The claim of this talk fits in one sentence. When an energy has been made stationary with respect to everything in the wave function that can vary, its derivative with respect to an outside parameter is the expectation value of the derivative of the Hamiltonian, and the change of the wave function need not be known. The statement carries the names of Hellmann (1937) and Feynman (1939). I will prove it for approximate wave functions, because those are what a program has, then treat degenerate levels, then test it on a hydrogen-like ion.

Premises

Let x be one real parameter: a nuclear coordinate, a nuclear charge, a field strength. A prime means d/dx.

P1. H(x) is Hermitian on a space V of functions that is the same for all x near the point of interest, and ⟨φ|H(x)|χ⟩ is differentiable in x for fixed φ and χ in V. The derivative defines H′.

P2. The trial function ψ(c) lies in V and depends differentiably on real parameters c₁, c₂, ... (a complex coefficient counts as two). The map from c to ψ does not contain x. This is what is meant by a variational space independent of x.

P3. At each x the parameters take values c(x) at which

(1) E(c, x) = ⟨ψ|H(x)|ψ⟩ / ⟨ψ|ψ⟩

is stationary, ∂E/∂cᵢ = 0 for every i.

P4. c(x) is differentiable. By the implicit function theorem this is assured when E has continuous second derivatives and the matrix ∂²E/∂cᵢ∂cⱼ is nonsingular once the redundant directions, norm and overall phase, are removed.

Derivation

Step 1, the first variation. Write N = ⟨ψ|H|ψ⟩ and D = ⟨ψ|ψ⟩, so that E = N/D and δE = (δN − E δD)/D. For a change δψ in V at fixed H, δN = ⟨δψ|H|ψ⟩ + ⟨ψ|H|δψ⟩ and δD = ⟨δψ|ψ⟩ + ⟨ψ|δψ⟩. By P1 the second term of each is the complex conjugate of the first, and E is real. Hence

(2) δE = 2 Re ⟨δψ|(H − E)|ψ⟩ / D.

Step 2, the total derivative. Along the path both H and ψ change. The product rule gives one term from H at fixed ψ and one from ψ at fixed H, the latter given by (2):

(3) dE/dx = ⟨ψ|H′|ψ⟩/D + 2 Re ⟨dψ/dx|(H − E)|ψ⟩/D.

This holds for any differentiable path of functions in V, stationary or not.

Step 3, the chain rule. Allow for a moment an explicit dependence ψ(c; x). Then dψ/dx = Σᵢ (∂ψ/∂cᵢ) cᵢ′ + ∂ψ/∂x, where the last derivative is taken at fixed c, and P4 makes the cᵢ′ finite. Applying (2) to δψ = (∂ψ/∂cᵢ) δcᵢ shows that 2 Re ⟨∂ψ/∂cᵢ|(H − E)|ψ⟩/D is ∂E/∂cᵢ. So

(4) dE/dx = ⟨ψ|H′|ψ⟩/D + Σᵢ (∂E/∂cᵢ) cᵢ′ + 2 Re ⟨∂ψ/∂x|(H − E)|ψ⟩/D.

Step 4. P3 removes the sum, and P2 removes the last term. What remains is the theorem:

(5) dE/dx = ⟨ψ|H′|ψ⟩ / ⟨ψ|ψ⟩.

Question. You never said minimum. Is that on purpose?

Yes. Only first derivatives entered. An excited eigenstate is a saddle point of (1), and (5) holds for it. If the trial family is all of V, stationarity in (2) for every δψ means (H − E)ψ = 0, so exact eigenstates are the special case of an unrestricted family.

Question. Is P2 necessary, or only sufficient?

Only sufficient. The last term of (4) also vanishes if the residual (H − E)ψ is zero, or if ∂ψ/∂x is a real combination of the tangent vectors ∂ψ/∂cᵢ plus a multiple of ψ, for then it is again a sum of the ∂E/∂cᵢ. The family may move with x so long as the motion could have been produced by the parameters themselves; this is Hurley's condition. When neither holds the term survives, and for atom-centred basis functions it is the Pulay term (Pulay, 1969).

The matrix form shows where it sits. For ψ = Σ c_μ χ_μ, stationarity gives 𝐇c = E𝐒c, with 𝐇 and 𝐒 the Hamiltonian and overlap matrices. Differentiate: (𝐇′ − E𝐒′ − E′𝐒)c + (𝐇 − E𝐒)c′ = 0. Multiply from the left by c†. The last term vanishes because c†(𝐇 − E𝐒) = 0 for Hermitian matrices. Thus

(6) E′ = c†(𝐇′ − E𝐒′)c / (c†𝐒c).

With a fixed basis 𝐒′ = 0, the elements of 𝐇′ are ⟨χ_μ|H′|χ_ν⟩, and (6) is (5). With a moving basis 𝐇′ and 𝐒′ contain derivatives of the χ_μ, and these add up to the last term of (4).

Forces on nuclei

Let k = e²/(4πε₀). With clamped nuclei of charge Z_A e at R_A, only the potential −k Σ_A Σᵢ Z_A/|rᵢ − R_A| + k Σ_{A<B} Z_A Z_B/|R_A − R_B| depends on R_A. The gradient of 1/|r − R_A| with respect to R_A is (r − R_A)/|r − R_A|³. Applying (5) to each Cartesian component, with ρ the electron number density and F_A = −∂E/∂R_A,

(7) F_A = k Z_A ∫ ρ(r) (r − R_A)/|r − R_A|³ d³r + k Z_A Σ_{B≠A} Z_B (R_A − R_B)/|R_A − R_B|³.

The force is the classical electrostatic force of the electron cloud and the other nuclei. Plane waves in a fixed cell satisfy P2 for nuclear displacements. Gaussians that ride on the nuclei do not, and need (6).

Question. A Kohn–Sham energy is no expectation value of the form (1). Does anything survive?

Steps 3 and 4 used only the chain rule. For any function E(c, x) stationary in c, dE/dx = ∂E/∂x at fixed c. If the stationarity is subject to constraints g_j(c, x) = 0, such as orbital orthonormality, form L = E − Σ μ_j g_j. It equals E on the path and is stationary in both c and μ, so dE/dx = ∂L/∂x. The term −E𝐒′ in (6) is of this kind. Møller–Plesset and coupled-cluster energies are not stationary in all their parameters; there one adds the defining equations as constraints and solves for the multipliers.

Degenerate levels

Let E₀ be a g-fold eigenvalue of H(x₀), with orthonormal eigenvectors φ₁ ... φ_g. H may be the full operator or its projection on a fixed linear basis. The functional (1) equals E₀ on the whole subspace, so its matrix of second derivatives is singular there and P4 is no longer assured. An arbitrary vector of the subspace is stationary at x₀ but need not be the end point of any path of stationary vectors.

Replace P4 by this premise: g orthonormal eigenvector branches ψ_b(x), with eigenvalues E_b(x), pass differentiably through x₀. For Hermitian matrices analytic in one real parameter, Rellich's theorem guarantees this. Differentiate (H − E_b)ψ_b = 0 at x₀:

(H′ − E_b′)ψ_b + (H − E₀)ψ_b′ = 0.

Take the scalar product with φ_a. The second term is zero, since H is Hermitian and (H − E₀)φ_a = 0. Since ψ_b(x₀) lies in the subspace, write it as Σ_a′ φ_a′ d_a′. With W_aa′ = ⟨φ_a|H′|φ_a′⟩,

(8) W d = E_b′ d.

Each slope is an eigenvalue of the g × g Hermitian matrix W, and the g orthonormal branches supply a full set of its eigenvectors, so every eigenvalue occurs as often as its multiplicity. Equation (5) still holds branch by branch, for the vectors that diagonalise W. For any other normalised vector of the subspace, ⟨H′⟩ is a weighted mean of the slopes and in general the slope of nothing. The trace of W, the sum of the slopes, is the same in every orthonormal basis.

Question. My eigensolver sorts by energy. Which slope does it see?

The lowest root follows the smallest eigenvalue of W for x above x₀ and the largest for x below. Unless all slopes are equal it has a kink, and only one-sided derivatives exist. With several coordinates it is worse: along a unit direction n the matrix is Σ nᵢ Wᵢ, and if the Wᵢ do not commute its eigenvalues are in general not linear in n. The surfaces form a cone and no force vector exists at the tip.

The hydrogen-like ion

One electron of mass m moves about a fixed point charge Ze, without relativity or spin–orbit coupling. With ψ = u(r) Y_lm / r the radial Hamiltonian is

(9) H = −(ħ²/2m) d²/dr² + (ħ²/2m) l(l+1)/r² − kZ/r,

acting on u with the norm ∫|u|² dr and u(0) = 0. The constants are k = 14.40 eV Å, a₀ = 0.5292 Å, E_h = k/a₀ = 27.21 eV and ħ²/2m = E_h a₀²/2 = 3.810 eV Å². In (9) Z and l are just numbers in a differential operator, and I treat both as continuous.

We need the spectrum for non-integer l. Measure r in a₀, set E = −κ²E_h/2, and insert u = Σ_j c_j r^(j+l+1) e^(−κr) into u″ = [l(l+1)/r² − 2Z/r + κ²]u. The κ² terms cancel. The coefficient of r^(j+l) e^(−κr) gives c_{j+1}[(j+l+2)(j+l+1) − l(l+1)] = 2c_j[κ(j+l+1) − Z], and the left bracket factorises:

c_{j+1} (j+1)(j+2l+2) = 2 c_j [κ(j+l+1) − Z].

For large j the ratio c_{j+1}/c_j tends to 2κ/j, as in the series of e^(2κr), so u grows like e^(+κr) unless the series stops at some j = n_r = 0, 1, 2, ... That requires κ = Z/(n_r + l + 1), and

(10) E = −Z² E_h / (2n²), n = n_r + l + 1.

The polynomial has degree n_r, which is also the number of radial nodes. No step required integer l.

Derivative with respect to Z. From (9), ∂H/∂Z = −k/r. From (10), dE/dZ = −Z E_h/n² = −kZ/(n² a₀). Equation (5) gives

(11) ⟨1/r⟩ = Z / (n² a₀).

Derivative with respect to l. From (9), ∂H/∂l = (ħ²/2m)(2l+1)/r². From (10) at fixed n_r, dn/dl = 1 and dE/dl = +Z² E_h/n³. Equation (5), with ħ²/2m = E_h a₀²/2, gives

(12) ⟨1/r²⟩ = Z² / [n³ (l + ½) a₀²].

Question. Why hold n_r fixed? At fixed n the energy does not depend on l at all.

Because P4 asks for a differentiable branch. The integer n_r cannot change continuously, so it labels the branch, and n moves with l. Holding n fixed would give dE/dl = 0 and hence a vanishing average of the positive quantity 1/r², which is absurd. The radial problem at given l is nondegenerate, and the series shows u to be differentiable in l and Z.

Question. The behaviour r^(l+1) at the origin depends on l. Doesn't that break P1?

It would if V were the set of functions on which H acts as an operator with a square-integrable result, for that set can change with l. Read ⟨u|H|v⟩ as a form, with the kinetic part written (ħ²/2m)∫u′*v′ dr (primes here are d/dr), and let V be the square-integrable functions with u(0) = 0 and ∫|u′|² dr finite. Hardy's inequality, ∫|u|²/r² dr ≤ 4∫|u′|² dr on this space, makes the centrifugal and Coulomb terms finite, and V does not contain l. The eigenfunctions belong to V when r^(2l) is integrable at the origin, that is for l > −½. One can see the same bound directly. The derivative v = ∂u/∂l behaves as r^(l+1) ln r, and moving d²/dr² from v to u by parts leaves the boundary term u v′ − u′ v, whose leading part is r^(2l+1). It vanishes at the origin for l > −½. So s states lie inside the allowed range, l may be varied on both sides of zero, and (12) diverges just where the range ends.

Numerical illustration: Li²⁺, Z = 3

For n = 2, (10) gives E = −30.6 eV and dE/dZ = −20.4 eV, and (11) gives ⟨1/r⟩ = 1.42 Å⁻¹ for both 2s and 2p. The l derivative is dE/dl = +30.6 eV on both branches, and (12) gives ⟨1/r²⟩ = 8.03 Å⁻² for 2s and 2.68 Å⁻² for 2p.

Direct integration confirms these forms. With r in a₀ and ∫ r^p e^(−Zr) dr = p!/Z^(p+1), the recursion gives u = r² e^(−Zr/2) for 2p, with norm 24/Z⁵. The integrals of u²/r and u²/r² are 6/Z⁴ and 2/Z³, so the averages are Z/4 and Z²/12. For 2s, u = r(1 − Zr/2)e^(−Zr/2), with norm (2 − 6 + 6)/Z³ = 2/Z³. The two integrals are (1 − 2 + 3/2)/Z² and (1 − 1 + 1/2)/Z, so the averages are Z/4 and Z²/4. These are (11) and (12) for n = 2.

Now the degenerate rule. In three dimensions the level n = 2 is fourfold, spin aside. For x = Z the matrix W is −k⟨1/r⟩ times the unit matrix, since 1/r is spherical and (11) does not depend on l; all four slopes are −20.4 eV and the level stays whole. To split it, add λ(ħ²/2m)/r² to the three-dimensional Hamiltonian, with λ a pure number. Then H′ = (ħ²/2m)/r² is diagonal in the basis 2s, 2p, with eigenvalues 30.6 eV once and 10.2 eV three times. In the basis of hybrids (2s ± 2p_z)/√2 the 2 × 2 block has diagonal elements 20.4 eV, the mean of the two, and off-diagonal elements 10.2 eV, half their difference. That the mean matches the size of dE/dZ is an accident of Z = 3. A program that took the expectation value in a hybrid would report 20.4 eV, which is neither slope; diagonalising the block returns 30.6 and 10.2 eV.

This model is solvable. The added term replaces l in (9) by l* with l*(l*+1) = l(l+1) + λ, so l* = −½ + √[(l+½)² + λ]. For λ = 0.01 one finds l* = 0.00990 for 2s and 1.00333 for 2p, hence n = 2.00990 and 2.00333 in (10). The exact shifts are +0.301 eV and +0.102 eV, against slope times λ of 0.306 eV and 0.102 eV. The 2s gap is the second-order term: expanding gives l* = λ − λ² + ..., a shift (Z²E_h/8)(λ − 7λ²/4 + ...), and a quadratic part of −0.005 eV.

Question. All of that used exact states. Show us the theorem for a poor wave function.

Take the ground state, where the exact values are E = −122 eV, dE/dZ = −81.6 eV and ⟨1/r⟩ = 5.67 Å⁻¹. In units of a₀ and E_h, try ψ = exp(−γr²). The Gaussian integrals give kinetic energy 3γ/2 and ⟨1/r⟩ = √(8γ/π), so E = 3γ/2 − Z√(8γ/π). Setting ∂E/∂γ = 0 gives γ = 8Z²/(9π), which is 9.09 Å⁻², and E = −4Z²/(3π), which is −104 eV. Differentiating this optimised energy gives dE/dZ = −8Z/(3π). Evaluating ⟨1/r⟩ at the optimal γ gives +8Z/(3π). The theorem holds exactly: dE/dZ = −69.3 eV and ⟨1/r⟩ = 4.81 Å⁻¹. Both are 0.849 of the exact values. Equation (5) promises that the derivative belongs to the approximate energy curve. It does not promise that the curve is good.

Now break P2. Take ψ = exp(−ζr), with kinetic energy ζ²/2 and ⟨1/r⟩ = ζ, and tie the exponent to the charge by the rule ζ = sZ with s fixed. Then E = (s²/2 − s)Z² and dE/dZ = (s² − 2s)Z. The first term of (4) is −sZ, so the last term is s(s − 1)Z. For s = 0.9 the total is −80.8 eV, made of −73.5 eV and −7.3 eV. The energy lies (1 − s)²Z²/2 = 1.2 eV, or 1 %, above the exact one, while the expectation value of H′ is off by 10 %. The first is quadratic in 1 − s and the second linear. The same orders govern a self-consistent field stopped short of stationarity: the energy departs from its converged value at second order in the parameter error, but ⟨H′⟩ at first order, so forces computed from it carry roughly half as many converged digits as the energy.

Question. And if ζ is frozen at that value while Z varies?

Then the family is one fixed function, P2 holds, P3 is empty, and (5) is true: that energy curve has slope −73.5 eV. The same function at the same point lies on two different curves. The theorem is a statement about the rule that generates ψ at neighbouring x.

Range of validity

Equation (5) is exact, with no small quantity neglected, under P1 to P4. It fails in four ways. If the space V changes with x, as when a hard wall is moved, boundary terms appear unless the coordinates are first rescaled to a fixed region. If the basis moves with x and is not closed under that motion, the last term of (4) must be added; this includes the strain of a cell with a plane-wave set defined by a fixed cutoff energy. If any parameter that changes with x is not stationary, the sum in (4) survives. At a degeneracy (8) replaces (5); it was derived for exact eigenstates or a fixed linear basis and for one parameter at a time, and the linear splitting describes the level only while it is small against the distance to other levels that H′ couples.

Equations (11) and (12) hold for bound states of (9) with Z > 0 and l > −½. As a description of the real ion the model omits nuclear motion, of relative size m/M ≈ 8 × 10⁻⁵ for a nuclear mass M of approximately 7 u, and relativity, of relative order (Zα)² = 4.8 × 10⁻⁴ with α ≈ 1/137.0. These leave the three figures quoted essentially untouched. The degeneracy is more fragile. The leading fine-structure interval within n = 2, taken here as a given result of the Dirac equation, is Z⁴α²E_h/32 = 3.67 meV, or 43 K in temperature units. It is 1.8 % of the 0.199 eV splitting produced at λ = 0.01, so the level may be treated as degenerate there. For perturbations of a few meV it may not: the fine-structure levels are then separate, (8) gives the initial slopes within each of them, and once the perturbation matches the interval the fine structure and the perturbation must be diagonalised together.